## Appendix. Convergence of the plane-wave expansion at abrupt interfaces

### A.1 Equation, basis and two discretisations

The envelope $F(z)$ of a single conduction band obeys the BenDaniel–Duke equation

$$-\frac{\hbar^2}{2}\frac{d}{dz}\frac{1}{m(z)}\frac{dF}{dz}+V(z)F=EF ,$$

or, with the flux $G=F'/m$, the pair $F'=mG$ and $\tfrac{\hbar^2}{2}G'=(V-E)F$. Both $F$ and $G$ are continuous. The structure has period $L$, the basis is $e^{i(k_n+q)z}$ with $k_n=2\pi n/L$ and $|n|\le N$, and the cutoff is defined as $K=2\pi(N+\tfrac12)/L$, so that $L^{-1}\sum_{|n|>N}\to\int_{|k|>K}dk/2\pi$ by the midpoint rule. $P$ projects on the retained waves, $Q=1-P$, $[f]$ is the jump of $f$ at an interface, $\langle f\rangle$ a cell average, and $T[f]_{nn'}=f_{n-n'}$ is the Toeplitz matrix of the Fourier coefficients of $f$. The Hamiltonian matrix is

$$H_{nn'}=\frac{\hbar^2}{2}(k_n+q)A_{nn'}(k_{n'}+q)+V_{n-n'} ,$$

with $A=T[1/m]$ (direct rule) or $A=T[m]^{-1}$ (inverse rule, known in grating optics from Li, 1996). The direct rule is the Rayleigh–Ritz method and bounds each level from above. The inverse rule always gives the lower levels of the two: for $v$ in the basis and $u=T[m]^{-1}v$, expanding $\langle m|v/m-u|^2\rangle\ge0$ gives $v^\dagger T[1/m]v-v^\dagger T[m]^{-1}v\ge0$. It carries no bound with respect to the exact level.

Repeated integration by parts shows that a jump in the $p$-th derivative at $z_i$ contributes $[F^{(p)}]e^{-ik_nz_i}/[L(ik_n)^{p+1}]$ to $F_n$. A potential step at uniform mass gives $[F'']=2m[V]F/\hbar^2$ and $F_n\sim k^{-3}$. A mass step gives $[F']=[m]G$ and $F_n\sim k^{-2}$. The discarded kinetic energy, $\int_K^\infty k^2|F_k|^2dk$, is then of order $K^{-3}$ and $K^{-1}$. The two limits solved below confirm these exponents and fix the coefficients.

**Model.** Well and barrier have equal width $L/2$, with the well centred at $z=0$. Let $s(z)=+1$ in the well and $-1$ in the barrier, so $s_n=2\sin(n\pi/2)/(n\pi)$ for odd $n$ and $s_n=0$ for even $n$. Then

$$m=\bar m(1-\rho s),\qquad \frac1m=\frac{1+\rho s}{\bar m(1-\rho^2)},\qquad \bar m=\frac{m_B+m_W}{2},\quad \rho=\frac{m_B-m_W}{m_B+m_W}.$$

For InAs $m_W=0.026\,m_0$ (compiled value, Vurgaftman 2001); for the Γ valley of AlSb a typical value is $m_B\approx0.14\,m_0$. This gives $\bar m=0.083\,m_0$, $\rho=0.6867$, $m_B/m_W=5.385$, $\ln(m_B/m_W)=1.6835$, and $\lambda\equiv4\rho^2/\pi^2=0.19114$. Throughout, $\hbar^2/2m_0=38.10$ meV nm².

### A.2 Mass step alone: the miniband mass

Set $V=0$ and ask for the mass $M$ in $E=\hbar^2q^2/2M$ as $q\to0$. To leading order $G$ is constant, $F'=mG$ and $\langle F'\rangle=iq$, so the energy $\tfrac{\hbar^2}{2}\langle m|G|^2\rangle$ gives $M=\langle m\rangle=\bar m$ exactly. In the basis, put $c_0=1$ and $c_n=O(q)$. The vector $v_n=(k_n+q)c_n$ has $v_0=q$ fixed and all other components free, and the norm is $1+O(q^2)$. The minimum of $v^\dagger Av$ at fixed $v_0$ is $q^2/(A^{-1})_{00}$, hence

$$M_N=(A^{-1})_{00}.$$

The inverse rule gives $M_N=T[m]_{00}=\langle m\rangle$. It is exact for every $N$, even with one plane wave, and for any layer widths. The direct rule gives $M_N=(T[1/m]^{-1})_{00}$. Since $s$ couples only even to odd $n$, eliminating the odd indices leaves $M_N/\bar m=(1-\rho^2)[(1-\lambda BB^{T})^{-1}]_{00}$, where $B$ is the even–odd block of $T[s]$ in units of $2/\pi$, restricted to combinations symmetric in $n$. For $N=1$, $B=\sqrt2$; for $N=2$, $B=(\sqrt2,\tfrac23)^T$; for $N=3$ a second column $(-\tfrac{\sqrt2}{3},\tfrac65)^T$ is added. The results are

$$\frac{M_0}{\bar m}=1-\rho^2,\qquad \frac{M_1}{\bar m}=\frac{1-\rho^2}{1-2\lambda},\qquad \frac{M_2}{\bar m}=(1-\rho^2)\frac{1-\frac49\lambda}{1-\frac{22}{9}\lambda},$$

$$\frac{M_3}{\bar m}=\frac{(1-\rho^2)(1-\frac{424}{225}\lambda)}{(1-\frac{20}{9}\lambda)(1-\frac{424}{225}\lambda)-\frac{32}{225}\lambda^2}.$$

One wave gives the harmonic mean, $0.0439\,m_0$, and three waves give $0.0710\,m_0$.

**The $1/K$ coefficient.** The column $g=T[1/m]^{-1}e_0$ is the band-limited function with $P(g/m)=1$, which is the best approximation to $m(z)$ in the norm $\int|m-g|^2/m\,dz$, and $\bar m-M_N=\langle m-g\rangle$. For $KL\gg1$ each interface can be treated alone. Put it at $z=0$ with $m=m_\pm$ for $z\gtrless0$, and let $\hat g_\pm(k)=\int g\,e^{-ikz}dz$ over each half-line. The function $\Phi=\hat g_+$ in the lower half of the $k$ plane and $\Phi=-\hat g_-$ in the upper half is analytic across $|k|>K$, because $\hat g=0$ there. On $|k|<K$, away from $k=0$, the condition $P(g/m)=1$ requires $\Phi_{\rm low}/m_+=\Phi_{\rm up}/m_-$, and at $k=0$ the poles are $m_\pm/(ik)$. The solution that stays bounded at $\pm K$ and falls as $1/k$ is

$$\Phi=\frac{\sqrt{m_+m_-}}{ik}\left(\frac{k-K}{k+K}\right)^{i\beta},\qquad \beta=\frac{1}{2\pi}\ln\frac{m_+}{m_-},$$

since the power takes the factors $e^{+\pi\beta}$ below the cut and $e^{-\pi\beta}$ above it. The $1/k$ tail shows that $g(0)=\sqrt{m_+m_-}$. Near $k=0$, $\Phi=m_\pm[1/(ik)-2\beta/K+\dots]$, and the constant term of $\hat g_++\hat g_-$ is $\int(g-m)\,dz$. Each interface therefore loses

$$\ell=\int(m-g)\,dz=\frac{(m_B-m_W)\ln(m_B/m_W)}{\pi K}.$$

With two interfaces per period,

$$1-\frac{M_N}{\bar m}\simeq\frac{2\rho\ln(m_B/m_W)}{\pi^2(N+\frac12)}=\frac{0.2343}{N+\frac12}.$$

| $N$ | waves | $1-M_N/\bar m$, direct | $1/K$ law | inverse |
|---|---|---|---|---|
| 0 | 1 | 0.4716 | 0.4686 | 0 |
| 1 | 3 | 0.1446 | 0.1562 | 0 |
| 2 | 5 | 0.0925 | 0.0937 | 0 |
| 3 | 7 | 0.0683 | 0.0669 | 0 |
| 4 | 9 | 0.0503 | 0.0521 | 0 |

The $N=4$ entry adds the row $(-\tfrac{2}{15},\tfrac67)$ to $B$. The law holds within 8 per cent in all rows. The scatter comes from interference between the two interfaces, which is of relative order $1/N$. Simply cutting the Fourier series of $m$ would give $[m]^2\,\overline{1/m}\,/(\pi K)$ per interface, with $\overline{1/m}$ the mean of the two sides. That has the right exponent and the right weak-contrast limit, but here it is too large by a factor 1.54, because the retained coefficients readjust to shift the misfit into the heavy layer, where its weight $1/m$ is small.

### A.3 Potential step at second order

Now take $q=0$ and $V=\langle V\rangle-\tfrac12V_0s$, and keep the term of order $V_0^2$. With $F=1+u$ and $G=u'/m$, the first-order equation is $\tfrac{\hbar^2}{2}G'=V-\langle V\rangle$. So $G$ is a triangle wave, odd in $z$, with extrema $|G|=V_0L/4\hbar^2$ at the interfaces, whatever the masses. One integration by parts gives

$$E_2=\langle(V-\langle V\rangle)u\rangle=-\frac{\hbar^2}{2}\langle mG^2\rangle=-\frac{\bar mV_0^2L^2}{96\hbar^2}.$$

The coefficients $G_n=2V_n/(i\hbar^2k_n)$ have $|G_n|^2=V_0^2L^2/(\pi^4\hbar^4n^4)$ for odd $n$, vanish for even $n$, and are odd in $n$.

**Inverse rule.** Define $g=T[m]^{-1}(iku)$. The matrix equation fixes $g_n=G_n$ for $0<|n|\le N$, and $(T[m]g)_0=0$ gives $g_0=0$ by parity. Then $E_2^{(N)}=-\tfrac{\hbar^2}{2}g^\dagger T[m]g$. The part of $T[m]$ that comes from $s$ connects only indices of opposite parity and drops out, so with $n_0$ the first odd integer above $N$

$$1-\frac{E_2^{(N)}}{E_2}=\frac{96}{\pi^4}\sum_{n=n_0,\,n_0+2,\dots}\frac1{n^4}=\frac{\psi^{(3)}(n_0/2)}{\pi^4}\simeq\frac{16}{\pi^4(n_0-1)^3},$$

where $\psi^{(3)}$ is the polygamma function. The mass contrast is absent. At $\rho=0$ the two rules coincide, so the same expression is the exact truncation error of a pure potential step at this order, and it falls as $K^{-3}$.

**Direct rule.** Here $E_2^{(N)}=-\tfrac{\hbar^2}{2}G^\dagger T[1/m]^{-1}G$ in the sector odd in $n$, where $n=1$ and $n=3$ couple to $n=2$ with elements $\tfrac43$ and $\tfrac45$ in units of $2/\pi$, and $G_3/G_1=-\tfrac19$. Thus $E_2^{(N)}/E_2=\tfrac{96}{\pi^4}(1-\rho^2)\,r_N$ with

$$r_1=1,\qquad r_2=\frac{1}{1-\frac{16}{9}\lambda},\qquad r_3=\frac{82}{81}+\frac{(56/45)^2\lambda}{1-\frac{544}{225}\lambda}.$$

At large $N$ each interface loses $\ell\,G^2$ from $\int mG^2dz$. The interface value of $G^2$ is three times its average, so the relative error is $3\times0.2343/(N+\tfrac12)=0.7029/(N+\tfrac12)$.

| $N$ | inverse, any $\rho$ | direct | $1/K$ law |
|---|---|---|---|
| 1 | 0.01447 | 0.4793 | 0.4686 |
| 2 | 0.01447 | 0.2112 | 0.2811 |
| 3 | 0.00230 | 0.1863 | 0.2008 |

For $N=5$ the inverse rule gives $0.00072$, against $0.00076$ from the $(n_0-1)^{-3}$ form. With seven waves the direct rule misses 19 per cent of $E_2$ and the inverse rule 0.23 per cent.

### A.4 The general statement

Let $\int|F|^2dz=1$ over a period, and let $K$ exceed all local wave numbers and inverse layer widths.

For the direct rule, $E_K-E$ is to leading order the minimum of $\tfrac{\hbar^2}{2}\int|e'|^2/m\,dz$ over errors $e$ with $Qe=QF$. Near a mass step $F'=mG(z_i)$, which is the problem solved in A.2, and $\int|m-g|^2/m\,dz=\ell$ because $P[(m-g)/m]=0$. Hence

$$E_K-E\simeq\frac{\hbar^2}{2\pi K}\sum_i|G(z_i)|^2\,[m]_i\,[\ln m]_i .$$

At uniform mass this term vanishes, and the tail of $F''$ gives $E_K-E\simeq\sum_i 2m[V]_i^2|F(z_i)|^2/(3\pi\hbar^2K^3)$. With $|F|^2=1/L$ and division by $|E_2|$ this is $16/[\pi^4(N+\tfrac12)^3]$, the result of A.3, in which $n_0-1$ equals $N$ or $N+1$.

The inverse rule is the Galerkin method for the first-order pair. For real $F$ the functional $\mathcal L_E=\int[\tfrac{\hbar^2}{2}(2GF'-mG^2)+(V-E)F^2]dz$ is stationary and zero at the exact solution, and varying $G$ within the basis gives $T[m]G=ikF$. Therefore $E_K-E\simeq\mathcal L_E$ evaluated on the errors $e_F$, $e_G$. The products $mG$ and $VF$ now each contain one discontinuous and one continuous factor. The retained parts of the errors obey $Pe_F'=P(me_G)$ and $\tfrac{\hbar^2}{2}Pe_G'=P[(V-E)e_F]$ up to a term in $E_K-E$, and are smaller than $QF$ and $QG$ by a factor $1/K$. In the cross term the product of $[G']/(ik)^2$ and $[F']/(ik)$ from one interface is odd in $k$ and cancels, so no $K^{-2}$ term arises. Collecting the $k^{-4}$ terms,

$$E_K-E\simeq\frac{1}{3\pi K^3}\sum_i\left\{\frac{\hbar^2}{2}\left(2[G'][F'']-2[G''][F']-\bar m[G']^2\right)+(\bar V-E)[F']^2\right\},$$

where $\bar m$ and $\bar V$ are the means of the two sides. Two interfaces a distance $w$ apart add a term from $\sum_{|n|>N}[G'][F']\sin(k_nw)/(Lk_n^3)$, which oscillates with $N$, is also of order $K^{-3}$, and vanishes for $w=L/2$. The exponents $-3$, $-1$ and $-3$ of the solved model thus hold in general. The model adds the logarithm in the $1/K$ coefficient. It is special in two respects: the inverse rule is exact in A.2 only because $G$ is constant there, and its error in A.3 is positive and independent of $\rho$ only for equal widths. In general that error can have either sign.

### A.5 An InAs/AlSb well in the one-band model

Take $w=10$ nm, $L=20$ nm and a typical Γ–Γ offset $V_0\approx2.15$ eV, with strain neglected. Second order in $V_0$ would give $E_2=-21$ eV, far beyond its range, so A.3 serves only as a test of rates and the level must come from the matching condition $(k/m_W)\tan(kw/2)=\kappa/m_B$, with $k^2=2m_WE/\hbar^2$ and $\kappa^2=2m_B(V_0-E)/\hbar^2$. The wells are decoupled, since $\kappa(L-w)\gg1$. The ground level of the model is $E=77.4$ meV above the InAs band edge, with $k=0.2298$ nm⁻¹ and $\kappa=2.760$ nm⁻¹. Normalisation gives the interface density

$$f^2=\frac{\cos^2(kw/2)}{w/2+\sin(kw)/2k+\cos^2(kw/2)/\kappa}=0.02505\ \text{nm}^{-1},$$

and $|G|=\kappa f/m_B$. The direct rule then has $E_K-E\simeq45.3\ \text{meV nm}^{-1}/K$. For $N=31$ (63 waves, $K=9.90$ nm⁻¹) the leading term is 4.6 meV, with corrections of relative order $\kappa/K=0.28$. An error of 0.1 meV needs $K\approx4.5\times10^2$ nm⁻¹, about $2.9\times10^3$ waves.

For the inverse rule the jumps at the right interface are $[G']=2V_0f/\hbar^2$, $[F'']=(\kappa^2+k^2)f$, $[F']=(m_B-m_W)G$ and $[G'']=(\kappa^2+k^2)G$ with $G=-\kappa f/m_B$. The four terms, summed over both interfaces, are $175.3$, $-137.6$, $-53.5$ and $26.8$ meV nm⁻³ times $K^{-3}$, and they total 11 meV nm⁻³. The cancellation is systematic: for $E\ll V_0$ the braces reduce to $2V_0^2f^2m_W\bar m/(\hbar^2m_B)$. At $N=31$ the largest single term is 0.18 meV and the sum 0.011 meV. Terms of order $K^{-4}$, estimated as $\kappa/K$ times the single terms, can exceed that sum, so at this cutoff the formula supports only an order of magnitude, 0.1 meV or less, against several meV for the direct rule.

These numbers belong to the model. The cutoff at $N=31$ already lies near the zone boundary along [001], $2\pi/a=10.3$ nm⁻¹ for an approximate lattice constant $a\approx0.61$ nm, so the converged limit is that of the differential equation and not of an atomistic interface. Band-edge masses also overstate the contrast at the energy of the level. In a two-band estimate each mass scales as $(E-E_v)/E_g$. With $E_g=0.417$ eV for InAs (compiled value, Vurgaftman 2001) and a typical Γ gap of about 2.39 eV for AlSb, the masses at 77.4 meV become $0.031\,m_0$ in the well and $0.019\,m_0$ in the barrier, because the level lies much closer to the AlSb valence band than to its Γ conduction edge. The factor $[m][\ln m]$ falls from $0.192\,m_0$ to $0.0062\,m_0$, that is by 31, and the matching condition with these energy-dependent masses puts the level at 94 meV. The one-band level lies 17 meV lower, a shift several times larger than the truncation error of the direct rule at $N=31$. The exponents are unaffected, since they depend only on which derivative jumps at the energy in question, while the weight of the $1/K$ term must be evaluated with the masses that the Hamiltonian assigns at that energy.